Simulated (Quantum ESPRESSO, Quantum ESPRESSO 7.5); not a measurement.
# Lattice constants of ZrB2: PBEsol within 1 %, with a k mesh that changes the cell's shape

## Starting point

The reference cell comes from "Extremely large magnetoresistance and high-density Dirac-like fermions in ZrB2" (2017, arXiv:1712.03362), a study of magnetotransport and quantum oscillations in crystals grown from an iron flux. The lattice constants were obtained by powder X-ray diffraction on these crystals. Their quoted uncertainties look like the precision of the fit, not the spread between samples. The temperature is not given with the values; I take it to be room temperature.

A second pair of values, from "Chemical Bonding in Epitaxial ZrB2 Studied by X-ray Spectroscopy" (2018, arXiv:1801.08663), belongs to a sintered sputtering target containing some monoclinic ZrO2. Its $a$ is 0.0022 Å shorter and its $c$ practically the same. I use it only as an indication of scatter.

| compared with | measured | source's wording or label | method |
| --- | --- | --- | --- |
| a (Å) | 3.1692 ± 0.0001 | 3.1692 ± 0.0001 A | powder XRD * |
| c (Å) | 3.5307 ± 0.0002 | 3.5307 ± 0.0002 A | powder XRD * |
| a (Å) | 3.167 | a from theta/2theta XRD | X-ray diffraction |
| c (Å) | 3.531 | c from theta/2theta XRD | X-ray diffraction |

Where a quantity has several values, deviations refer to the one marked *.

Conditions are those given with the value in the passage it was taken from; "not stated" means there, and the paper may say more elsewhere. The values are a selection: others may have been left out beforehand as unlike or outlying.

## Choices

The aim is $a$ and $c$ of bulk ZrB2, each within 1 % of the reference. That is about the error a good semilocal functional makes on a stiff solid, and it is still small enough to expose a functional that binds clearly too strongly or too weakly. Thermal and zero-point expansion should together amount to roughly a few tenths of a per cent in length, so a static calculation ought to come out slightly short.

The model is the three-atom AlB2-type cell, nonmagnetic, with the atoms on fixed sites and only $a$ and $c$ free. The starting cell from diffraction, given below, is roughly 0.001 Å longer in $a$ and roughly 0.002 Å longer in $c$ than the reference, which is immaterial here.

I go straight to PBEsol, which was designed for the equilibrium geometry of dense solids. LDA costs about the same and usually makes such cells too small, so I skip it. The PBEsol cell will then be tested for basis, k mesh and potentials, and PBE set beside it for scale.

System: ZrB2 (zirconium diboride), AlB2-type hexagonal; P6/mmm (No. 191), 3 atoms in the primitive cell; the database structure is a diffraction structure: a = 3.170 Å, c = 3.533 Å; structure from the Crystallography Open Database.

## 1. PBEsol relaxation of the cell

ZrB2 is a metal with its Fermi level in a pseudogap, so I start on a dense k mesh instead of working up from a coarse one. I expect both lattice constants slightly below the measured ones, with an error well inside 1 %.

**Run 1.** Quantum ESPRESSO 7.5: PBEsol, GBRV ultrasoft potentials, cell and atoms relaxed from the database structure, cutoff 45 Ry (density 360 Ry), 12x12x8 k mesh, Marzari-Vanderbilt smearing 0.14 eV.

Key lines of the input:
```
! potential files: GBRV ultrasoft potentials, made for PBEsol
&control
  calculation = 'vc-relax'
  forc_conv_thr = 2.0d-4
  etot_conv_thr = 1.0d-5
  nstep = 60
/
&system
  nat = 3
  ntyp = 2
  ecutwfc = 45
  ecutrho = 360
  nbnd = 16
  occupations = 'smearing'
  smearing = 'mv'
  degauss = 0.01029
/
&electrons
  conv_thr = 1.0d-8
  electron_maxstep = 100
  mixing_beta = 0.4
/
&ions
/
&cell
  press_conv_thr = 0.5
/
ATOMIC_SPECIES
  Zr 91.224 Zr.upf
  B 10.810 B.upf
[... cell and positions ...]
K_POINTS automatic
  12 12 8 0 0 0
```

Command:
```
OMP_NUM_THREADS=1 mpirun -n 8 pw.x -nk 8 -in relax.in > relax.out
```

Selected lines of the output:
```
     new unit-cell volume =    203.98769 a.u.^3 (    30.22786 Ang^3 )
          total   stress  (Ry/bohr**3)                   (kbar)     P=        0.04
CELL_PARAMETERS (angstrom)
   3.153614452  -0.000000000   0.000000000
  -0.000000000  -0.000000000   3.509615396
```

Converged; 14 s on 8 cores of Arm Neoverse V1, shared host.

| quantity | run 1 | measured | deviation |
| --- | --- | --- | --- |
| a (Å) | 3.1536 | 3.1692 ± 0.0001 | −0.0156 (−0.5 %) |
| c (Å) | 3.5096 | 3.5307 ± 0.0002 | −0.0211 (−0.6 %) |
| conventional cell volume (Å³) | 30.23 |  |  |
| final pressure (GPa) | 0.004 |  |  |

Both lattice constants come out short, $a$ by 0.5 % and $c$ by 0.6 %, so the cell is contracted almost evenly and its shape is nearly right. The sign is the one I expected, and both errors lie inside the 1 % target. The pressure on the fresh basis is close to zero, which shows that the relaxation has settled but does not test the cutoff.

## 2. Basis, k mesh and potentials

Before I attribute the contraction to PBEsol, I test the numerical settings one at a time: a higher plane-wave cutoff, a denser k mesh, and norm-conserving PseudoDojo potentials in place of the ultrasoft ones. The change of potentials matters most to me, because an error in the description of the Zr or B core would survive any refinement of basis and mesh. I expect all three to move the cell by much less than the half per cent at issue.

**Run 2.** Quantum ESPRESSO 7.5: PBEsol, GBRV ultrasoft potentials, cell and atoms relaxed from the database structure, cutoff 61 Ry (density 488 Ry), 12x12x8 k mesh, Marzari-Vanderbilt smearing 0.14 eV.

Key lines of the input, as changed from run 1:
```diff
  &system
-   ecutwfc = 45
-   ecutrho = 360
+   ecutwfc = 61
+   ecutrho = 488
```

Converged; 23 s on the same hardware.

**Run 3.** Quantum ESPRESSO 7.5: PBEsol, GBRV ultrasoft potentials, cell and atoms relaxed from the database structure, cutoff 45 Ry (density 360 Ry), 15x15x12 k mesh, Marzari-Vanderbilt smearing 0.14 eV.

Key lines of the input, as changed from run 1:
```diff
  K_POINTS automatic
-   12 12 8 0 0 0
+   15 15 12 0 0 0
```

Command:
```
OMP_NUM_THREADS=1 mpirun -n 4 pw.x -nk 4 -in relax.in > relax.out
```

Selected lines of the output:
```
     new unit-cell volume =    203.98477 a.u.^3 (    30.22742 Ang^3 )
CELL_PARAMETERS (angstrom)
   3.155048573  -0.000000000   0.000000000
  -0.000000000  -0.000000000   3.506375417
```

Converged; 41 s on 4 cores of Intel Xeon Platinum 8259CL at 2.50GHz (Skylake/Cascade Lake), shared host.

**Run 4.** Quantum ESPRESSO 7.5: PBEsol, PseudoDojo norm-conserving potentials, cell and atoms relaxed from the database structure, cutoff 76 Ry, 12x12x8 k mesh, Marzari-Vanderbilt smearing 0.14 eV.

Key lines of the input, as changed from run 1:
```diff
- ! potential files: GBRV ultrasoft potentials, made for PBEsol
+ ! potential files: PseudoDojo norm-conserving potentials, made for PBEsol
  &system
-   ecutwfc = 45
-   ecutrho = 360
+   ecutwfc = 76
```

Selected lines of the output:
```
CELL_PARAMETERS (angstrom)
   3.154974918  -0.000000000   0.000000000
   0.000000000   0.000000000   3.511455616
```

Converged; 31 s on 8 cores of Arm Neoverse V1, shared host.

| quantity | run 2 | run 3 | run 4 | measured |
| --- | --- | --- | --- | --- |
| a (Å) | 3.1532 | 3.1550 | 3.1550 | 3.1692 ± 0.0001 |
| c (Å) | 3.5093 | 3.5064 | 3.5115 | 3.5307 ± 0.0002 |
| conventional cell volume (Å³) | 30.22 | 30.23 | 30.27 |  |
| final pressure (GPa) | −0.003 | 0.003 | −0.006 |  |

The higher cutoff shortens $a$ by 0.0004 Å and $c$ by 0.0003 Å, which is negligible here. The PseudoDojo potentials lengthen $a$ by 0.0014 Å and $c$ by roughly 0.002 Å, about a tenth of the miss, so the contraction is not peculiar to the ultrasoft files.

The k mesh acts differently. On the denser one $a$ grows by 0.0014 Å and $c$ shrinks by 0.0032 Å, while the volume stays at 30.23 Å³. The mesh therefore changes the shape of the cell, which an inspection of the volume alone would have missed. With the denser mesh $c$ is 0.7 % short instead of 0.6 %, still inside the target.

## 3. PBE for scale

The neighbouring level I want beside PBEsol is plain PBE, with the settings of the first run so that the two can be compared directly. PBE usually gives longer bonds than PBEsol, so I expect both axes to grow and to end near the measured values or somewhat above them.

**Run 5.** Quantum ESPRESSO 7.5: PBE, GBRV ultrasoft potentials, cell and atoms relaxed from the database structure, cutoff 45 Ry (density 360 Ry), 12x12x8 k mesh, Marzari-Vanderbilt smearing 0.14 eV.

Key lines of the input, as changed from run 1:
```diff
- ! potential files: GBRV ultrasoft potentials, made for PBEsol
+ ! potential files: GBRV ultrasoft potentials, made for PBE
```

Selected lines of the output:
```
     new unit-cell volume =    207.98737 a.u.^3 (    30.82055 Ang^3 )
CELL_PARAMETERS (angstrom)
   3.168516221   0.000000000  -0.000000000
  -0.000000000  -0.000000000   3.544849969
```

Converged; 12 s on the same hardware.

| quantity | run 5 | measured | deviation |
| --- | --- | --- | --- |
| a (Å) | 3.1685 | 3.1692 ± 0.0001 | −0.0007 (−0.0 %) |
| c (Å) | 3.5448 | 3.5307 ± 0.0002 | +0.0141 (+0.4 %) |
| conventional cell volume (Å³) | 30.82 |  |  |
| final pressure (GPa) | −0.001 |  |  |

PBE lengthens $a$ by 0.0149 Å and $c$ by 0.0352 Å relative to PBEsol at the same settings. Both axes grow, as I had expected, but not in proportion: $a$ ends 0.0007 Å below the reference, while $c$ overshoots it by 0.4 %. PBE thus also meets the target on both axes.

I read nothing into the near coincidence in $a$. The denser mesh moved $a$ by twice that amount in PBEsol, and a mesh check of the PBE cell is not shown in this report. The axial ratio $c/a$ is 1.119 in PBE against 1.114 measured and 1.113 in PBEsol on the same mesh, so on this mesh PBE comes closer in size and PBEsol in shape. The denser mesh lowers the PBEsol ratio further below the measured one, which narrows that advantage without removing it.

## Table of results

| run | settings | a (Å) | deviation | c (Å) | deviation | cost |
| --- | --- | --- | --- | --- | --- | --- |
| 1 | PBEsol, GBRV ultrasoft potentials, cutoff 45 Ry (density 360 Ry), 12x12x8 k mesh | 3.1536 | −0.0156 (−0.5 %) | 3.5096 | −0.0211 (−0.6 %) | 1.9 core-min |
| 2 | PBEsol, GBRV ultrasoft potentials, cutoff 61 Ry (density 488 Ry), 12x12x8 k mesh | 3.1532 | −0.0160 (−0.5 %) | 3.5093 | −0.0214 (−0.6 %) | 3.1 core-min |
| 3 | PBEsol, GBRV ultrasoft potentials, cutoff 45 Ry (density 360 Ry), 15x15x12 k mesh | 3.1550 | −0.0142 (−0.4 %) | 3.5064 | −0.0243 (−0.7 %) | 2.7 core-min |
| 4 | PBEsol, PseudoDojo norm-conserving potentials, cutoff 76 Ry, 12x12x8 k mesh | 3.1550 | −0.0142 (−0.4 %) | 3.5115 | −0.0192 (−0.5 %) | 4.1 core-min |
| 5 | PBE, GBRV ultrasoft potentials, cutoff 45 Ry (density 360 Ry), 12x12x8 k mesh | 3.1685 | −0.0007 (−0.0 %) | 3.5448 | +0.0141 (+0.4 %) | 97 core-s |
|  | measured | 3.1692 ± 0.0001 |  | 3.5307 ± 0.0002 |  |  |

Further runs on the same system, made beside this series (convergence steps with loose settings among them):

| further | settings | a (Å) | deviation | c (Å) | deviation | cost |
| --- | --- | --- | --- | --- | --- | --- |
| F1 | rVV10, GBRV ultrasoft potentials, cutoff 45 Ry (density 360 Ry), 12x12x8 k mesh, PBE files | 3.1751 | +0.0059 (+0.2 %) | 3.5698 | +0.0391 (+1.1 %) | 2.3 core-min |
| F2 | vdW-DF-cx, GBRV ultrasoft potentials, cutoff 45 Ry (density 360 Ry), 12x12x8 k mesh, PBE files | 3.1552 | −0.0140 (−0.4 %) | 3.5229 | −0.0078 (−0.2 %) | 3.7 core-min |
| F3 | PBEsol+D3(BJ), GBRV ultrasoft potentials, cutoff 45 Ry (density 360 Ry), 12x12x8 k mesh | 3.1345 | −0.0347 (−1.1 %) | 3.4836 | −0.0471 (−1.3 %) | 3.2 core-min |
| F4 | PBE+D3(BJ), GBRV ultrasoft potentials, cutoff 45 Ry (density 360 Ry), 12x12x8 k mesh | 3.1467 | −0.0225 (−0.7 %) | 3.5176 | −0.0131 (−0.4 %) | 2.1 core-min |
| F5 | Wu-Cohen GGA, GBRV ultrasoft potentials, cutoff 45 Ry (density 360 Ry), 12x12x8 k mesh, PBE files | 3.1528 | −0.0164 (−0.5 %) | 3.5185 | −0.0122 (−0.3 %) | 1.7 core-min |
| F6 | LDA, GBRV ultrasoft potentials, cutoff 45 Ry (density 360 Ry), 12x12x8 k mesh | 3.1332 | −0.0360 (−1.1 %) | 3.4930 | −0.0377 (−1.1 %) | 94 core-s |
| F7 | PBEsol, GBRV ultrasoft potentials, cutoff 29 Ry (density 232 Ry), 12x12x8 k mesh | 3.1488 | −0.0204 (−0.6 %) | 3.5028 | −0.0279 (−0.8 %) | 76 core-s |
| F8 | PBEsol, GBRV ultrasoft potentials, cutoff 45 Ry (density 360 Ry), 6x6x6 k mesh | 3.1618 | −0.0074 (−0.2 %) | 3.4932 | −0.0375 (−1.1 %) | under 1 core-min |
| F9 | PBE, SSSP efficiency potentials, cutoff 65 Ry (density 520 Ry), 12x12x8 k mesh | 3.1684 | −0.0008 (−0.0 %) | 3.5444 | +0.0137 (+0.4 %) | 2.1 core-min |
|  | measured | 3.1692 ± 0.0001 |  | 3.5307 ± 0.0002 |  |  |

## Judgement

PBEsol meets the target of 1 % on both axes. On the densest mesh used, $a$ is 0.4 % and $c$ 0.7 % too short, at a cost of 2.7 core-minutes.

The k mesh was the check that mattered. Refining it moved $a$ and $c$ in opposite directions at almost constant volume, and the coarse 6x6x6 mesh puts $c$ 1.1 % short, outside the target. A still denser mesh and a different smearing width are not shown in this report, but the margin left in $c$ is over three times the last change. The higher cutoff altered almost nothing, and the norm-conserving potentials removed only about a tenth of the miss.

Thermal and zero-point expansion, roughly a few tenths of a per cent, is absent from the static cells. Adding it would account for part of the PBEsol contraction; I ascribe the rest mainly to the functional. Hafnium, a common impurity, would shrink the measured cell slightly, so allowing for it would widen the miss; its content in these crystals is not given with the values.

PBE also passes, but the same expansion would carry its $a$ above the measured value and increase its excess in $c$. Its near-exact $a$ is therefore probably a cancellation. A second set of potentials at a higher cutoff reproduces the PBE cell to within 0.0004 Å, though the two sets may share files.

LDA narrowly misses on both axes, with the contraction for which I had skipped it. Adding D3 to PBEsol shortens an already short cell and takes both axes out of the target. Added to PBE, D3 leaves both axes short but inside the target, while rVV10 overshoots $c$ by 1.1 %. Wu-Cohen and vdW-DF-cx pass with about the same miss in $a$ as PBEsol and a clearly smaller one in $c$; they used potentials made for PBE, so I give that gain limited weight. For this stiff metal PBEsol without D3 is sufficient for the 1 % target, though not the closest level in the table, and the mesh should be converged on $a$ and $c$ separately, not on the volume.

[Logs are printed without paths, hosts, clocks, repeated set-up lines and the standing remarks that a program may print on its own settings, such as how far it seeks lower states.]

[The runs shown are a pick from a larger set of finished runs; failed, doubtful and other runs were left out of it ahead of writing. So were measured values far from every level or from commonly accepted values, and agreement can look better than it is. Lines of input and output are excerpts and may be shortened.]
